# Solution key: localisation length and log-normal conductance of a quasi-one-dimensional wire

**Problem.** A disordered wire of length $L$ and width $W\ll L$ carries $N$ transverse modes per spin direction. (a) Find the distribution of the transmission eigenvalues at large $L$. (b) Find the mean and variance of $\ln G$. (c) Find the decay of $\langle G\rangle$. (d) Discuss the effect of a magnetic field. (e) State the range of validity and evaluate the results for a Si $\delta$-doped GaAs wire.

## Premises and conventions

**P1.** Electrons do not interact, transport is phase coherent, the temperature is zero and the leads are ideal. The Landauer formula gives
$$g\equiv G/G_0=\sum_{n=1}^N T_n,\qquad G_0=2e^2/h,\qquad T_n=\frac1{1+\lambda_n}=\frac1{\cosh^2x_n},$$
with $\lambda_n=\sinh^2x_n$ and $0\le x_1\le\dots\le x_N$. The factor 2 in $G_0$ is the spin or Kramers degeneracy.

**P2.** The symmetry index is $\beta=1$ (time reversal and spin rotation), $\beta=2$ (time reversal broken) or $\beta=4$ (time reversal with strong spin-orbit scattering).

**P3.** A thin added slice scatters weakly and mixes all modes equivalently. The eigenvalue distribution then obeys the equation of Dorokhov (1982) and of Mello, Pereyra and Kumar (1988), taken here as a premise:
$$l\,\frac{\partial P}{\partial L}=\frac{2}{\gamma}\sum_n\frac{\partial}{\partial\lambda_n}\lambda_n(1+\lambda_n)J\frac{\partial}{\partial\lambda_n}\frac PJ,\qquad J=\prod_{i<j}|\lambda_j-\lambda_i|^\beta,\qquad \gamma=\beta N+2-\beta ,$$
with all $\lambda_n=0$ at $L=0$.

Define $\xi=\gamma l$ and $t=L/\xi$. Two integrations by parts, whose boundary terms vanish through the factors $\lambda_n$ and $J$, give for any symmetric function $f$
$$\frac{d\langle f\rangle}{dt}=\langle\mathcal Lf\rangle,\qquad \mathcal L=2\sum_n\frac1J\,\partial_{\lambda_n}\lambda_n(1+\lambda_n)J\,\partial_{\lambda_n}.\tag{1}$$

## Step 1. Meaning of $l$ and an exact sum rule

For $f=\sum_nF(\lambda_n)$ put $w=\lambda(1+\lambda)F'$. Since $\partial_{\lambda_n}\ln J=\beta\sum_{m\ne n}(\lambda_n-\lambda_m)^{-1}$, the terms $(n,m)$ and $(m,n)$ combine:
$$\mathcal Lf=2\sum_nw'(\lambda_n)+2\beta\sum_{n<m}\frac{w(\lambda_n)-w(\lambda_m)}{\lambda_n-\lambda_m}.$$

*Choice $F=T=1/(1+\lambda)$.* Then $w=T-1$, $w'=-T^2$, and the pair quotient is $-T_nT_m$, so $\mathcal Lg=-\beta g^2-(2-\beta)\sum_nT_n^2$. At $L=0$ all $T_n=1$ and this equals $-\gamma N$, hence $d\langle g\rangle/dL=-N/l$: a slice $\delta L$ reflects with probability $\delta L/l$ per mode, whatever $\beta$. For $g\gg1$ the first term dominates and fluctuations of $g$ are negligible, so $l\,dg/dL=-g^2/N$ and $g=Nl/(L+l)$. For a two-dimensional electron gas the Drude conductance is $(e^2/h)k_Fl_{\rm tr}W/L$ and $N\simeq k_FW/\pi$. Equating the two for $L\gg l$ gives $l=\pi l_{\rm tr}/2$, with $l_{\rm tr}$ the transport mean free path. The metallic $g$ falls to order one at $L\sim Nl\sim\xi$.

*Choice $F=\ln(1+\lambda)$.* Then $w=\lambda$, so $\mathcal Lf=2N+\beta N(N-1)=\gamma N$, and for every $L$
$$\Big\langle\sum_n\ln T_n\Big\rangle=-NL/l.\tag{2}$$

## Step 2. Crystallisation of the $x_n$ (part a)

With $d\lambda=\sinh2x\,dx$ and $\lambda(1+\lambda)=\tfrac14\sinh^22x$, each term of (1) becomes $\tfrac12(J\sinh2x_n)^{-1}\partial_{x_n}J\sinh 2x_n\,\partial_{x_n}$. Therefore
$$\mathcal L=\sum_n\Big(\tfrac12\partial_{x_n}^2+v_n\partial_{x_n}\Big),\qquad v_n=\coth2x_n+\frac\beta2\sum_{m\ne n}\frac{\sinh2x_n}{\sinh^2x_n-\sinh^2x_m}.\tag{3}$$
Each $x_n$ is a Brownian particle with an independent noise of variance $dt$ per step $dt$ and drift $v_n$.

Assume $1\ll x_1$ and $x_{n+1}-x_n\gg1$. Then $\coth2x_n\to1$. For $m<n$ the quotient tends to $\sinh2x_n/\sinh^2x_n\to2$. For $m>n$ it is $-2e^{-2(x_m-x_n)}\to0$. The drifts become constants,
$$v_n\to\rho_n=1+\beta(n-1),$$
and the density $p(\{x\},t)$ obeys $\partial_tp=\sum_n(\tfrac12\partial_{x_n}^2-\rho_n\partial_{x_n})p$, solved by
$$p=\prod_n(2\pi t)^{-1/2}\exp\big[-(x_n-\rho_nt)^2/2t\big].\tag{4}$$

The assumption is self-consistent. Neighbouring means are $\beta t$ apart and the difference fluctuates by $\sqrt{2t}$, while $x_1\approx t$ fluctuates by $\sqrt t$. For $t\gg1$ the $x_n$ sit on a lattice of spacing $\beta L/\xi$ that starts at $L/\xi$. The dropped parts of $v_n$ decay exponentially in $t$ along typical paths, so their time integral is finite and they shift means and variances by amounts independent of $L$. The sum rule tests the drifts: $\ln T_n\simeq\ln4-2x_n$ and $2\sum_n\rho_n=2N+\beta N(N-1)=\gamma N$, the slope required by (2).

## Step 3. Log-normal conductance (part b, leading order)

Since $T_2/T_1\simeq e^{-2(x_2-x_1)}\sim e^{-2\beta t}$, one eigenvalue carries the current: $g\simeq4e^{-2x_1}$. By (4), $\ln g$ is Gaussian, with $\langle x_1\rangle\simeq t$ and ${\rm Var}\,x_1\simeq t$:
$$\boxed{-\langle\ln(G/G_0)\rangle=\tfrac12{\rm Var}\ln G=\frac{2L}{\xi}+O(1),\qquad \xi=(\beta N+2-\beta)\,l}$$
In this convention the transmission amplitude decays as $e^{-L/\xi}$ and the typical conductance as $e^{-2L/\xi}$.

## Step 4. Terms of order one and the higher cumulants

**Single-mode operator.** Let $\mathcal L_1=2\partial_\lambda\lambda(1+\lambda)\partial_\lambda$. With $z=1+2\lambda$ it is $2\partial_z(z^2-1)\partial_z$, so the Legendre function regular at $\lambda=0$ obeys $\mathcal L_1P_\nu=2uP_\nu$ with $u=\nu(\nu+1)$, and
$$P_\nu(1+2\lambda)=\sum_{k\ge0}a_k(u)\lambda^k,\qquad a_k=\frac1{(k!)^2}\prod_{j=0}^{k-1}\big[u-j(j+1)\big].$$

**Eigenfunctions for $\beta=2$.** Here $J=\Delta^2$ with $\Delta=\prod_{i<j}(\lambda_j-\lambda_i)$. The product rule gives $\mathcal L_1^{(n)}(\Delta f)=\Delta\,\mathcal L_1^{(n)}f+4\lambda_n(1+\lambda_n)\partial_n\Delta\,\partial_nf+f\mathcal L_1^{(n)}\Delta$, where $\mathcal L_1^{(n)}$ acts on $\lambda_n$. The first two terms, summed over $n$, are $\Delta\,\mathcal Lf$. The Vandermonde determinant $\Delta$ is proportional to $\det[P_{m-1}(1+2\lambda_n)]$, because $P_{m-1}$ is a polynomial of degree $m-1$. Hence $\sum_n\mathcal L_1^{(n)}\Delta=2\sum_mu_m\Delta$ with $u_m=m(m-1)$. Now replace the first row $P_0$ by $P_\nu$ and set $\phi_\nu=\det[\cdots]/\Delta$. Since $u_1=0$, only the new row changes the eigenvalue: $\mathcal L\phi_\nu=2u\phi_\nu$, and (1) gives exactly
$$\langle\phi_\nu\rangle_t=\phi_\nu(0)\,e^{2\nu(\nu+1)t}.$$

*Value at $\lambda=0$.* The lowest-order term of the determinant is $\det[a_k(\cdot)]\,\Delta$ with $k=0,\dots,N-1$. As $a_k$ is a polynomial of degree $k$ in $u$, this coefficient determinant is a Vandermonde determinant in $(u,u_2,\dots,u_N)$, so $\phi_\nu(0)/\phi_0=\prod_{m=2}^N(u_m-u)/u_m$, where $\phi_0$ is a constant.

*Value in the crystal.* For $\lambda_1\ll\lambda_2\ll\cdots$, $\lambda_2\gg1$ and ${\rm Re}\,\nu<1$ the diagonal term dominates both determinants, so $\phi_\nu/\phi_0\simeq P_\nu(1+2\lambda_1)$, with no condition on $\lambda_1$ being large. Therefore
$$\langle P_\nu(1+2\lambda_1)\rangle\simeq A(\nu)\,e^{2\nu(\nu+1)t},\qquad A(\nu)=\prod_{j=1}^{N-1}\frac{(j-\nu)(j+1+\nu)}{j(j+1)}\quad(\beta=2).\tag{5}$$
For $N=1$, (5) is exact with $A=1$.

**General $\beta$.** When $x_2\gg x_1,1$ the interaction term in $v_1$ vanishes and $\lambda_1$ evolves under $\mathcal L_1$ alone. The coupling acts only during a transient, so $e^{-2ut}\langle P_\nu(1+2\lambda_1)\rangle$ tends to a constant $A(\nu)$, and the form (5) holds for every $\beta$. The value of that constant is not derived here for $\beta\neq2$. It is quoted from the Gindikin–Karpelevich product formula: with $b=\beta/2$,
$$A(\nu)=\frac{\Gamma(bN+1+\nu)\,\Gamma(bN-\nu)\,\Gamma(b+1)\,\Gamma(b)}{\Gamma(b+1+\nu)\,\Gamma(b-\nu)\,\Gamma(bN+1)\,\Gamma(bN)},\tag{6}$$
which reduces to the product in (5) at $b=1$.

**Size of what (5) drops.** The leading relative correction is $\lambda_1/\lambda_2$. The average of $e^{a_1x_1+a_2x_2}$ behaves as $e^{\eta t}$, where $\eta$ is the maximum of $a_1y_1+a_2y_2-\tfrac12(y_1-1)^2-\tfrac12(y_2-1-\beta)^2$ over velocities $y_n=x_n/t$ with $0\le y_1\le y_2$. Near $\nu=0$, $(a_1,a_2)=(2,-2)$, the maximum lies on $y_1=y_2$ and $\eta=-\beta^2/4$.

**Cumulants.** For $\nu>-\tfrac12$ and $\lambda\gg1$, $P_\nu(1+2\lambda)\simeq\lambda^\nu\,\Gamma(1+2\nu)/\Gamma(1+\nu)^2$, and $g\simeq1/\lambda_1$. The region $\lambda_1\lesssim1$, where this fails, has weight of order $e^{-t/2}$ by (4). The cumulant generating function of $-\ln g$ is then
$$K(\nu)=\ln\langle g^{-\nu}\rangle=2\nu(1+\nu)t+2\ln\Gamma(1+\nu)-\ln\Gamma(1+2\nu)+\ln A(\nu).$$
Differentiate at $\nu=0$, with $\psi=\Gamma'/\Gamma$, $\psi(y+1)-\psi(y)=1/y$ and $\psi'(1)=\pi^2/6$:
$$-\langle\ln g\rangle=2t-\frac2\beta\Big(1-\frac1N\Big),\tag{7}$$
$${\rm Var}\ln g=4t-\frac{\pi^2}3+\psi'(bN+1)+\psi'(bN)-\psi'(b+1)-\psi'(b).\tag{8}$$
For $N=1$, (7) is $L/l$, as (2) demands. The part of $K$ proportional to $t$ is quadratic in $\nu$, so all cumulants beyond the second are independent of $L$. For $\beta=2$ the third is $K'''(0)=12\zeta(3)-2(1-N^{-3})$. The skewness falls as $t^{-3/2}$, which establishes the Gaussian limit.

## Step 5. The mean conductance (part c)

**Exponent.** Averaging $4e^{-2x_1}$ over the Gaussian (4) moves its centre from $t$ to $t-2t=-t$, outside the domain $x_1\ge0$. The average is therefore dominated by $x_1=O(1)$, by rare samples with $T_1\sim1$, whose weight is $e^{-t/2}$. The unrestricted log-normal formula $\exp[\langle\ln g\rangle+\tfrac12{\rm Var}\ln g]$ would give no decay at all and must not be used. The power of $t$ cannot be read from (4), which would give $t^{-1/2}$, because $\coth2x_1\ne1$ in the region that matters. Equation (5) remains valid there.

**Expansion in conical functions.** Take $\nu=-\tfrac12+i\kappa$, so that $2u=-\tfrac12-2\kappa^2$. The Mehler–Fock inversion theorem states that $f(z)=\int_0^\infty d\kappa\,\kappa\tanh(\pi\kappa)P_{-1/2+i\kappa}(z)\tilde f(\kappa)$ with $\tilde f=\int_1^\infty fP_{-1/2+i\kappa}\,dz$. With the standard integral $\int_1^\infty dz\,P_{-1/2+i\kappa}(z)/(1+z)=\pi/\cosh\pi\kappa$,
$$T=\frac2{1+z}=2\pi\int_0^\infty d\kappa\,\frac{\kappa\tanh\pi\kappa}{\cosh\pi\kappa}\,P_{-1/2+i\kappa}(z).$$
At $z=1$, integration by parts turns the right side into $2\int_0^\infty d\kappa/\cosh\pi\kappa=1$, as required. Averaging with (5),
$$\langle g\rangle\simeq2\pi e^{-t/2}\int_0^\infty d\kappa\,\frac{\kappa\tanh\pi\kappa}{\cosh\pi\kappa}\,A(-\tfrac12+i\kappa)\,e^{-2\kappa^2t}.\tag{9}$$
The dropped terms are exponentially smaller than $e^{-t/2}$. The correction $\lambda_1^{-1/2}\lambda_1/\lambda_2$ has $(a_1,a_2)=(1,-2)$ and $\eta=-3/2$ for $\beta=1$, $-11/4$ for $\beta=2$. The second eigenvalue $\langle T_2\rangle$ has $(0,-2)$ and $\eta=-9/4$ and $-4$.

**Large $t$.** Only $\kappa\lesssim t^{-1/2}$ contributes, where $\kappa\tanh\pi\kappa\simeq\pi\kappa^2$. The constant $A_0=A(-\tfrac12)$ is positive because $P_{-1/2}(z)>0$ for $z\ge1$. With $\int_0^\infty\kappa^2e^{-2t\kappa^2}d\kappa=\tfrac{\sqrt\pi}4(2t)^{-3/2}$,
$$\boxed{\langle G\rangle\simeq G_0\,\frac{\pi^{5/2}}2A_0\Big(\frac{\xi}{2L}\Big)^{3/2}e^{-L/2\xi}},\qquad A_0=\frac{\Gamma(bN+\frac12)^2\,\Gamma(b+1)\Gamma(b)}{\Gamma(b+\frac12)^2\,\Gamma(bN+1)\Gamma(bN)}.\tag{10}$$
The exponent and the power $3/2$ need only the form (5), not the value (6). $A_0$ equals 1 for $N=1$ and tends to $\pi/2$ ($\beta=1$) or $4/\pi$ ($\beta=2$) for $N\to\infty$. The mean decays with a rate four times smaller than the typical value.

The asymptote is approached slowly. From $\tanh y/\cosh y=y(1-\tfrac56y^2+\dots)$ and the weighted average $\overline{\kappa^2}=3/4t$, the relative correction for $N=1$ is $-5\pi^2/8t\approx-6.2/t$. For $t$ of order ten one must use (9).

## Step 6. Breaking time-reversal symmetry (part d)

By Step 1, $l$ is a reflection probability per mode and does not depend on $\beta$, provided the field does not bend the trajectories. Without spin-orbit scattering the field takes $\beta=1$ to $\beta=2$ at fixed $N$:
$$\frac{\xi_{\beta=2}}{\xi_{\beta=1}}=\frac{2N}{N+1}\;\longrightarrow\;2\quad(N\gg1).$$
For $N=1$ the ratio is 1. With strong spin-orbit scattering there is no doubling. At zero field $N$ counts Kramers doublets and $\xi=(4N-2)l$. The field lifts the degeneracy, leaving $2N$ coupled modes with $\beta=2$ and $\xi=4Nl$, so the ratio tends to 1.

The crossover field follows from the decay of the interference between time-reversed paths. In the gauge $A_x=By$, $|y|<W/2$, for a diffusive wire narrower than the magnetic length, the decay rate is $D\,\overline{(2eBy/\hbar)^2}=D(eBW/\hbar)^2/3$, with $D$ the diffusion constant and $\overline{y^2}=W^2/12$. The decay length is $\sqrt3\hbar/eBW$. Setting it equal to $\xi_{\beta=1}$ gives $B_\xi=\sqrt3\hbar/(eW\xi_{\beta=1})$.

## Range of validity (part e)

1. *Geometry and disorder.* P3 needs weak disorder, $k_Fl_{\rm tr}\gg1$, and transverse mixing much faster than longitudinal localisation, $W\ll\xi$ and $W\ll L$.
2. *Length.* The boxed statement of Step 3 needs $2t$ large against the constants in (7) and (8). Those two equations hold up to terms of order $e^{-\beta^2t/4}$ and $e^{-t/2}$. The Gaussian describes the bulk of the distribution and not the edge $g\sim1$, which fixes $\langle G\rangle$. Sampling $\langle G\rangle$ takes many more than $e^{t/2}$ samples.
3. *Symmetry.* $\beta=1$ needs $B\ll B_\xi$ and a spin-relaxation length far above $\xi$. $\beta=2$ needs $B\gg B_\xi$, a cyclotron radius far above $l_{\rm tr}$, and, for spin-degenerate statistics, a Zeeman energy below the level spacing $\Delta_\xi=2\pi\hbar^2/(m^*W\xi)$ per spin of a segment of length $\xi$.
4. *Temperature.* Inelastic hops over a distance $r$ cost roughly $\exp[-2r/\xi-\Delta_\xi\xi/(rk_BT)]$, which is optimal at $r=\xi\sqrt{\Delta_\xi/2k_BT}$. Coherent transmission through the whole wire prevails only if this exceeds $L$, that is $k_BT\lesssim\Delta_\xi/2t^2$.
5. *Interaction.* P1 neglects the Coulomb energy $U\sim e^2/(4\pi\varepsilon_0\varepsilon_r\xi)$ between localised electrons, which must be compared with $\Delta_\xi$.

## Numerical illustration: Si $\delta$-doped GaAs wire

Inputs, all typical or approximate: $m^*=0.067\,m_e$, $\varepsilon_r=12.9$, $|g^*|=0.44$, sheet density $n=0.030\ {\rm nm^{-2}}$, $l_{\rm tr}=32$ nm, $W=60$ nm, $L=4000$ nm. All electrons are put in one two-dimensional subband. A real $\delta$ layer at this density fills more than one, which changes $N$.

Then $k_F=\sqrt{2\pi n}=0.434\ {\rm nm^{-1}}$, $k_Fl_{\rm tr}=14$, and $k_FW/\pi=8.3$, so $N=8$. The length $l=\pi l_{\rm tr}/2=50$ nm is used in this rounded form. The ratio of localisation lengths is $16/9=1.78$, short of 2.

| quantity | $\beta=1$ | $\beta=2$ |
|---|---|---|
| $\xi$ (nm) | 450 | 800 |
| $t=L/\xi$ | 8.9 | 5.0 |
| $2t$ | 17.8 | 10.0 |
| $-\langle\ln g\rangle$, Eq. (7) | 16.0 | 9.1 |
| $4t$ | 35.6 | 20.0 |
| constant in Eq. (8) | $-8.7$ | $-5.3$ |
| ${\rm Var}\ln g$, Eq. (8) | 27 | 15 |
| standard deviation of $\ln g$ | 5.2 | 3.8 |
| ${\rm Var}\ln g/|\langle\ln g\rangle|$ | 1.7 | 1.6 |
| $g_{\rm typ}=e^{\langle\ln g\rangle}$ | $1\times10^{-7}$ | $1\times10^{-4}$ |
| $1/(G_0g_{\rm typ})$ ($\Omega$) | $1\times10^{11}$ | $1\times10^{8}$ |
| $A_0$ | 1.48 | 1.23 |
| $\langle g\rangle$, Eq. (9) | $1.3\times10^{-3}$ | $1.4\times10^{-2}$ |
| $\langle g\rangle$, asymptote (10) | $2.0\times10^{-3}$ | $2.8\times10^{-2}$ |

The constants in the $\beta=1$ column rest on the quoted formula (6). The scale $e^{-\beta^2t/4}$ of the dropped terms is 0.1 for $\beta=1$ and 0.007 for $\beta=2$, so the last digit of 16.0 is uncertain. The order-one terms matter at this length. They raise $g_{\rm typ}$ at zero field by $e^{7/4}\approx6$ and lower the variance-to-mean ratio below its limit 2. The skewness of $-\ln g$ for $\beta=2$ is 0.2. Breaking time reversal raises the typical conductance by a factor $1\times10^3$ but the mean only by a factor 11.

*Field.* $B_\xi=0.04$ T, and the cyclotron radius equals $l_{\rm tr}$ at $\hbar k_F/el_{\rm tr}=9$ T. A field of 0.5 T lies between the two. Its Zeeman energy $|g^*|\mu_BB=1.3\times10^{-5}$ eV is a tenth of $\Delta_\xi=1.5\times10^{-4}$ eV for $\xi=800$ nm.

*Spin-orbit coupling.* For a linear coupling of typical size $\alpha_{\rm so}\approx10^{-3}$ eV nm, the precession length is $l_{\rm so}=\hbar^2/2m^*\alpha_{\rm so}=570$ nm, comparable to $\xi$. For $W\ll l_{\rm so}$ a linear coupling acts as a gauge field whose curvature is of order $l_{\rm so}^{-2}$, and the argument of Step 6 gives a relaxation length of order $l_{\rm so}^2/W=5\times10^3$ nm. This is about ten times $\xi$, so $\beta=1$ is the appropriate class for that coupling. Terms cubic in momentum are not suppressed in this way and are not included in the estimate.

*Temperature and interaction.* At zero field $\Delta_\xi=2.6\times10^{-4}$ eV, or 3.1 K. The table applies only below $\Delta_\xi/(2k_Bt^2)\approx0.02$ K. Above that the wire conducts by hopping, and the growth of $\xi$ shows instead as a reduction of the scale $\Delta_\xi\propto1/\xi$ by the factor $9/16=0.56$. The unscreened Coulomb energy is $U=2.5\times10^{-4}$ eV, or 2.9 K, as large as $\Delta_\xi$. For an ungated wire the table is therefore the non-interacting prediction, with an interaction correction that the present theory does not control. A metal gate closer to the wire than $\xi$ screens $U$ and brings the wire nearer to premise P1.